\paragraph{Problem.}
I model monomolecular conversion of n-hexane (A) on the acid sites ($*$) of H-ZSM-5 at $T=773$ K and $p_A=50$ kPa, at differential conversion. There the alkene pressure vanishes, and with it the reverse and bimolecular routes. Adsorption $\mathrm{A(g)}+*\rightleftharpoons\mathrm{A}^*$ is quasi-equilibrated and Langmuirian. A$^*$ reacts irreversibly on one site through the transition state c (cracking, lumped over the C--C bonds) or d (dehydrogenation). Standard values at 773 K are taken relative to A(g) at $p^\circ=10^5$ Pa plus an empty site:
\begin{equation}
\begin{array}{lcc}
 & H^\circ\ (\mathrm{kJ\,mol^{-1}}) & S^\circ\ (\mathrm{J\,mol^{-1}K^{-1}})\\
\mathrm{A}^* & -80 & -120\\
\mathrm{c} & +100 & -140\\
\mathrm{d} & +140 & -105
\end{array}
\end{equation}
The A$^*$ row is approximate, the d row illustrative. I chose the c row to reproduce the typical dilute-limit behaviour of hexane (apparent barrier near 105 kJ/mol, rate coefficient of order $10^{-6}\ \mathrm{s^{-1}Pa^{-1}}$ per site), so the results test nothing about the zeolite. Wanted: $E_{\rm app}=RT^2\,(\partial\ln r/\partial T)_p$ for (a) cracking and (b) total hexane consumption.

\paragraph{Why the formula holds.}
In transition-state theory with unit transmission, every rate constant is $(k_BT/h)$ times an exponential of differences of $g_i=G_i^\circ/RT$, the reaction coordinate being omitted from $G^\circ$ of a transition state. Scaling all rate constants together leaves the steady-state coverages unchanged, so the rate per site is $r=(k_BT/h)\,f(\{g_i\},\{p\})$. With Campbell's degree of rate control $X_i=-\partial\ln r/\partial g_i$ (other $g_j$ and pressures fixed) and Gibbs--Helmholtz, $dg_i/dT=-H_i^\circ/RT^2$, the chain rule gives
\begin{equation}
E_{\rm app}=RT+\sum_i X_iH_i^\circ .
\end{equation}
The enthalpies are those at $T$; no constant-enthalpy assumption enters. The sum covers transition states and intermediates. If reverse steps or product adsorption mattered, the product gases, with enthalpies relative to the reactant gases, would join it.

For one slow irreversible step whose transition state takes $\sigma$ sites, $r\propto e^{-g_{\rm TS}}\theta_*^\sigma$ with $\theta_*=1/(1+\sum_n a_ne^{-g_n})$, where $a_n$ collects the pressure factors and each intermediate holds one site. Then $\partial\ln\theta_*/\partial g_n=\theta_n$, so $X_{\rm TS}=1$, $X_n=-\sigma\theta_n$ and
\begin{equation}
E_{\rm app}=RT+H^\circ_{\rm TS}-\sigma\sum_n\theta_nH_n^\circ .
\end{equation}

\paragraph{Coverage.}
$RT=6.43$ kJ/mol. From $G^\circ=H^\circ-TS^\circ$ I get $G_A^\circ=12.760$, $G_c^\circ=208.220$ and $G_d^\circ=221.165$ kJ/mol. Hence $K_A=e^{-g_A}=0.1373$, $K_Ap_A/p^\circ=0.0687$ and
\begin{equation}
\theta_A=\frac{K_Ap_A/p^\circ}{1+K_Ap_A/p^\circ}=0.0643 .
\end{equation}

\paragraph{(a) Cracking.}
With $k_BT/h=1.611\times10^{13}\ \mathrm{s^{-1}}$,
\begin{equation}
r_c=\frac{k_BT}{h}\,e^{-g_c}\,\frac{p_A}{p^\circ}\,(1-\theta_A)=0.064\ \mathrm{s^{-1}} .
\end{equation}
Here $\sigma=1$, $X_c=1$, $X_A=-0.0643$, and $X_d=0$ because adsorption stays equilibrated:
\begin{equation}
E_{\rm app}^{(a)}=(6.43+100.00+5.14)\ \mathrm{kJ\,mol^{-1}}=111.57\ \mathrm{kJ\,mol^{-1}} .
\end{equation}
The coverage term is positive since $X_A$ and $H_A^\circ$ are both negative: heating frees sites. The limits are $RT+H_c^\circ=106.4$ kJ/mol for $\theta_A\to0$ and $RT+H_c^\circ-H_A^\circ=186.4$ kJ/mol, the intrinsic value, for $\theta_A\to1$. As a control I evaluate $r_c$ at $T_1=763$ K and $T_2=783$ K with the tabulated $H^\circ,S^\circ$ held constant: $R\ln(r_2/r_1)/(T_1^{-1}-T_2^{-1})=111.6$ kJ/mol.

\paragraph{(b) Total consumption.}
Now $r=r_c+r_d\propto(e^{-g_c}+e^{-g_d})(1-\theta_A)$, so the $X$ of each transition state is its selectivity, and $X_A$ is unchanged. With $G_d^\circ-G_c^\circ=12.945$ kJ/mol, $r_d/r_c=0.1334$, $X_c=0.8823$, $X_d=0.1177$:
\begin{equation}
E_{\rm app}^{(b)}=(6.43+88.23+16.48+5.14)\ \mathrm{kJ\,mol^{-1}}=116.28\ \mathrm{kJ\,mol^{-1}} .
\end{equation}

\paragraph{Convention and precision.}
Fixing the gas concentration $C_A$ instead makes $p_A=C_ART$ rise with $T$ and adds $mRT$, where $m=\partial\ln r/\partial\ln p_A=1-\theta_A=0.936$ is the reaction order. That is $6.0$ kJ/mol, larger than the coverage term, so the constraint must accompany any quoted barrier. The decimals only display the bookkeeping; the inputs are uncertain by several kJ/mol. At fixed pressure the model's values are about 112 kJ/mol for cracking and 116 kJ/mol for total consumption.